## TlPbF₃ under expansion: how far does the gap depend on the functional?

A cubic cell of TlPbF₃ is stretched equally along all three axes, and its band gap is computed with three density functionals. Strain is the growth in length, so 4 % strain means about 12 % more volume. The changes of the gap and the energy rise are counted from the unstrained cell, which is the same for all three functionals. The k mesh differs by functional: 4×4×4 for HSE06 and 6×6×6 for the other two. Both meshes contain the points R and M, where the band edges lie, so the gaps can be compared.

Cubic perovskite TlPbF₃ (Pm-3m) under hydrostatic strain, given per length from the cell relaxed with r2SCAN (a = 4.778 Å); gap changes and energy rise are counted from that cell with the same functional. Ansatz 0.2.0, plane-wave PAW, no spin polarisation. Cutoff 420 eV and k mesh 4×4×4 for HSE06, 420 eV and 6×6×6 for PBE, 500 eV and 6×6×6 for r2SCAN.

| functional | strain (%) | band gap (eV) | band gap change (eV) | least direct gap change (eV) | energy rise per atom (meV) |
| --- | --- | --- | --- | --- | --- |
| HSE06 | 2.5 | 2.899 | 0.435 | 0.321 | 3.6 |
| HSE06 | 4 | 3.130 | 0.666 | 0.487 | 19.5 |
| PBE | 2.5 | 1.983 | 0.370 | 0.264 | -4.8 |
| PBE | 4 | 2.178 | 0.565 | 0.396 | 6.4 |
| r2SCAN | 2.5 | 2.247 | 0.398 | 0.289 | 16.6 |
| r2SCAN | 4 | 2.458 | 0.608 | 0.435 | 40.1 |

### Question 1. Which depends more on the functional, the gap or its change under strain?

*Model answer.* The gap does, by far. In the unstrained cell the three functionals differ by up to 0.85 eV. In the change of the gap at 4 % strain they differ by only 0.10 eV. The order is the same in both cases: HSE06 gives the largest value, then r2SCAN, then PBE.

*Remark on the reasoning.* The unstrained gap follows from two columns: subtract the band gap change from the band gap. PBE usually gives gaps that are too small, and the exact exchange mixed into HSE06 widens them. Such a shift between empty and filled levels is largely the same before and after stretching, so most of it cancels in the difference.

### Question 2. Only the PBE change is known, and the HSE06 change is wanted. Should one carry over the change in eV or the percentage?

*Model answer.* Carry over the eV. At 4 % strain this gives a value 0.10 eV below the computed HSE06 change, whereas carrying over the percentage gives one 0.20 eV too high. For r2SCAN the two rules do about equally well.

*Remark on the reasoning.* The computed change lies between the two rules for both functionals and at both strains. The two rules thus bracket the result in this table, though nothing guarantees that they would do so for another functional or compound. The percentage rule overshoots because it assumes that whatever makes the HSE06 gap larger also responds to strain in full proportion.

### Question 3. Why does stretching the crystal open the gap?

*Model answer.* The highest filled level is antibonding between lead 6s and fluorine 2p orbitals. Antibonding levels are pushed up by overlap. Stretching lengthens the Pb–F bonds, the overlap shrinks, and the level sinks away from the empty ones.

The push is strongest at the point R of the band structure, where the lead s orbital changes sign from each cell to the next along all three axes. A fluorine atom then sits between two lead orbitals of opposite sign, which matches the two lobes of its p orbital. Along an axis without a sign change, the overlaps on the two sides cancel. At M the sign changes along two axes, and at X along one.

*Remark on the reasoning.* This picture can be tested on the levels of the unstrained HSE06 cell. At the point Γ no axis alternates and this coupling vanishes; there the eleven highest filled levels, which come from the 6s orbitals of lead and thallium and the 2p orbitals of fluorine, all lie within 2 eV of each other. For levels that start so close together, a strong coupling should split the bonding and antibonding partners roughly in proportion to the square root of the number of alternating axes. From the splitting of 10.0 eV at R, the rule predicts 8.2 eV at M and 5.8 eV at X; the calculation gives 8.0 and 5.6 eV. That the partners are lead 6s and fluorine 2p is argued from symmetry and from the known chemistry of lead halides. Thallium has a filled 6s level too, but at R its overlaps with the fluorine 2p orbitals cancel, so it cannot form this pair.

The character of the edge levels decides the sign of the effect. In gallium arsenide the valence top is bonding and the conduction edge antibonding, and expansion narrows the gap.

### Question 4. Why does the least direct gap open less than the band gap?

*Model answer.* The band gap runs from the valence top at R to the conduction edge at M. The least direct gap starts and ends at M. Both share the same upper level, so the difference must come from the filled levels. The one at R has the stronger antibonding push and therefore more to lose when the overlap shrinks.

*Remark on the reasoning.* Because the upper level cancels, the two columns of changes measure how far the filled levels at R and M approach each other. At 4 % strain their separation shrinks by 16 to 18 % with every functional. In the picture of Question 3, this means that the s–p coupling weakens by a similar fraction whichever functional is used.

This also suggests a part of the reason why HSE06 gives the largest change. Its filled levels at R and M lie about 1.1 eV apart before strain, against just under 1.0 eV in PBE. A similar fractional loss then amounts to more eV. It is not the whole reason: the separation shrinks by 0.179 eV in HSE06 and by 0.169 eV in PBE, about 6 % more, while the change of the band gap is 18 % larger.

### Question 5. Estimate how far the valence top at R sinks in HSE06 at 4 % strain.

*Model answer.* Let *V* be the coupling between the s and p levels at R. The antibonding level lies *V* above their common energy and the bonding level *V* below it, so the splitting is 2*V* and *V* is 5.0 eV.

The fractional loss of *V* is read from the separation of R and M. The band gap grows by 0.666 eV and the direct gap by 0.487 eV, so the separation shrinks by 0.179 eV, which is 16 % of its unstrained value. The valence top should therefore sink by

0.16 × 5.0 eV ≈ 0.8 eV.

*Remark on the reasoning.* The band gap actually opens by 0.67 eV. Taken as an estimate of this opening, the result has the right size but is about 0.15 eV too high. Used in this way, it assumes that *V* and the separation of R and M lose the same fraction, and that the conduction edge stays fixed relative to the common s–p energy. The second assumption can be roughly tested on the outputs. Measured from the average energy of all filled levels, the valence top sinks by about 0.9 eV and the conduction edge by about 0.2 eV. That average is only a stand-in for the common s–p energy, but it suggests that the edge sinks too, so that the gap opens less than the valence top falls. The estimate has no adjusted constant, though it does borrow the difference between the two gap changes from the table. The analysis printed below repeats the estimate at 2.5 % strain and finds 0.52 eV, again above the computed gap change of 0.435 eV.

### Question 6. In PBE the energy falls by 4.8 meV per atom at 2.5 % strain. Is the crystal unstable?

*Model answer.* This fall is no sign of instability. The starting cell was relaxed with r2SCAN and is too small for PBE, which finds it under a pressure of 2.1 GPa. A compressed solid gives up energy as it expands. By 2.5 % strain the pressure has changed sign, so PBE's preferred cell lies in between. Whether the cubic crystal is stable against tilting or off-centre shifts of its atoms is a separate question, which these calculations do not test.

*Remark on the reasoning.* The work done by the mean pressure over this step gives a fall of about 6 meV per atom, close to the computed one. The energy column therefore mixes two things: the stiffness of the crystal and the distance of the starting cell from each functional's own minimum. It should not be used to rank the functionals by stiffness.

### Question 7. What would change if each functional used its own cell size?

*Model answer.* The gap difference between PBE and r2SCAN would almost vanish. PBE reaches zero pressure near 1.7 % strain, where interpolation puts its gap at about 1.86 eV. The r2SCAN gap, already at its own cell size, is 1.85 eV. HSE06 would move up too, to roughly 2.6 eV, and would stay well above both.

*Remark on the reasoning.* A comparison in one shared cell shows what the functional does to the levels alone. A comparison of fully relaxed crystals adds the effect of volume, and here that effect is as large as the PBE–r2SCAN difference itself. The HSE06 value is the less certain one, because its pressures were loosely converged.

### Question 8. Which digits can be trusted?

*Model answer.* For the change of the gap, the functionals agree to about 0.10 eV at 4 % strain. As far as the choice of functional goes, the first decimal in eV is thus good to about one unit, while the second depends on that choice. Within one functional the finer digits still serve to compare strains. They show, for example, that the opening slows down: extending the HSE06 change at 2.5 % in a straight line to 4 % would give 0.70 eV instead of 0.67 eV. A bond overlap that fades with distance, losing less with each further step, behaves in this way.

The gaps themselves deserve less trust than their digits suggest, even in HSE06. Spin–orbit coupling is left out, and in lead halides it typically lowers the empty lead 6p levels by an amount of the order of 1 eV. Whether the conduction edge here belongs mainly to lead or to thallium, which is also a heavy atom, is not shown, so the size of the shift in this compound is open. The calculation also holds the crystal to perfect cubic symmetry. The cell is a built prototype; a real crystal, if one can be made, may tilt its PbF₆ octahedra, which would change the Pb–F overlap and with it both the gap and its response to strain.

*Remark on the reasoning.* Agreement among functionals measures only their sensitivity to the treatment of exchange and correlation. An effect left out of all three cannot show up as a disagreement between them.

Printed output of the fit:

```
Gap opening:
     row  unstrained gap eV  change in % of unstrained gap  eV per % strain  direct over indirect change  R-M valence separation lost %
   HSE06              2.464                          17.65            0.174                       0.7379                          10.34
   HSE06              2.464                          27.03           0.1665                       0.7312                          16.23
     PBE              1.613                          22.94            0.148                       0.7135                          11.01
     PBE              1.613                          35.03           0.1412                       0.7009                          17.55
  r2SCAN              1.849                          21.53           0.1592                       0.7261                          10.92
  r2SCAN               1.85                          32.86            0.152                       0.7155                          17.34
Rules based on PBE, prediction less computed change:
     row  same change in eV  same percentage (eV)
   HSE06             -0.065                0.1302
   HSE06             -0.101                0.1971
     PBE                  0                     0
     PBE                  0                     0
  r2SCAN             -0.028               0.02614
  r2SCAN             -0.043               0.04002
Spread of unstrained gaps over functionals, eV: 0.851
Spread of gap changes at 4 % over functionals, eV: 0.101
HSE06 change at 4 % if linear from 2.5 %, eV: 0.696
Splitting at R, HSE06 unstrained, eV: 10.01
Splitting at M computed, eV: 8.041
Splitting at M from R by square root of 2/3, eV: 8.177
Splitting at X computed, eV: 5.643
Splitting at X from R by square root of 1/3, eV: 5.782
Estimated fall of valence top at R, HSE06 2.5 %, eV: 0.5177
Estimated fall of valence top at R, HSE06 4 %, eV: 0.8128
Estimate less computed gap change, HSE06 4 %, eV: 0.1468
Energy steps 0 to 2.5 % and 2.5 to 4 %:
     row  pressure at start GPa  computed step meV per atom  step from mean pressure meV per atom
   HSE06                   1.27                         3.6                                 2.494
   HSE06                 -1.746                        15.9                                 15.75
     PBE                   2.11                        -4.8                                -5.855
     PBE                -0.9922                        11.2                                 10.98
  r2SCAN               -0.02316                        16.6                                 15.49
  r2SCAN                 -2.935                        23.5                                 23.31
PBE strain at zero pressure, interpolated, %: 1.7
HSE06 strain at zero pressure, interpolated, %: 1.053
PBE gap at its own cell, interpolated, eV: 1.865
HSE06 gap at its own cell, interpolated, eV: 2.647
```
